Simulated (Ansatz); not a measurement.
# A family of molecules: the atomisation energy (no zero-point term)

One atom is swapped for its congeners: B(CH3)Cl; B(CH3)Br; B(CH3)I. All are doublets with charge 0.

Shapes, held fixed at every level: PBE0-D4/def2-TZVP. Programs: Ansatz 0.2.0. Values in eV.

(1) How should the atomisation energy change along the series?

Answers

(1) At CCSD(T)/def2-TZVPP the atomisation energy falls at every step, from 21.03 to 19.74 eV. Every level shows the same order. Open shells run unrestricted unless RO is named. For atoms past krypton def2 sets carry core potentials with scalar relativity. Relativity is left out for Br unless named. Correlated rows may include outer-core shells of Br, I, which these sets cover unevenly. Spin-orbit coupling, which grows down the group, is left out (summed over each molecule's free atoms 0.04, 0.16, 0.32 eV).

| level | B(CH3)Cl | B(CH3)Br | B(CH3)I |
| --- | --- | --- | --- |
| r2SCAN-D4/def2-TZVPP | 22.07 | 21.43 | 20.68 |
| B3LYP-D4/def2-TZVPP | 21.70 | 21.05 | 20.34 |
| r2SCAN0-D4/def2-TZVPP | 21.81 | 21.18 | 20.43 |
| MP2/def2-SVP | 21.05 | 20.43 | 19.62 |
| MP2/def2-TZVPP | 21.49 | 20.86 | 20.16 |
| CCSD(T)/def2-TZVPP | 21.03 | 20.43 | 19.74 |

The fall in atomisation energy from chlorine to iodine mainly reflects a weakening boron–halogen bond, since the methyl group and the boron–carbon link are common to all three radicals. Down the group the halogen valence p orbitals become larger and more diffuse, so they overlap less well with boron's compact 2s and 2p orbitals. The falling electronegativity of the halogen also reduces the polar contribution to the σ bond, and π donation from its lone pairs into the formally empty boron p orbital probably weakens too.

The ordering is secure, because spin–orbit stabilisation of the free atoms would lower the iodide's value most and so widen the spread. The absolute values are less settled. MP2/def2-SVP lies close to CCSD(T) for the chloride and bromide, but MP2 rises clearly above it in the larger basis, which suggests cancellation between basis-set incompleteness and MP2 overbinding. The totals do not give individual boron–halogen dissociation energies, which also depend on the electronic and structural relaxation of the BCH3 fragment.
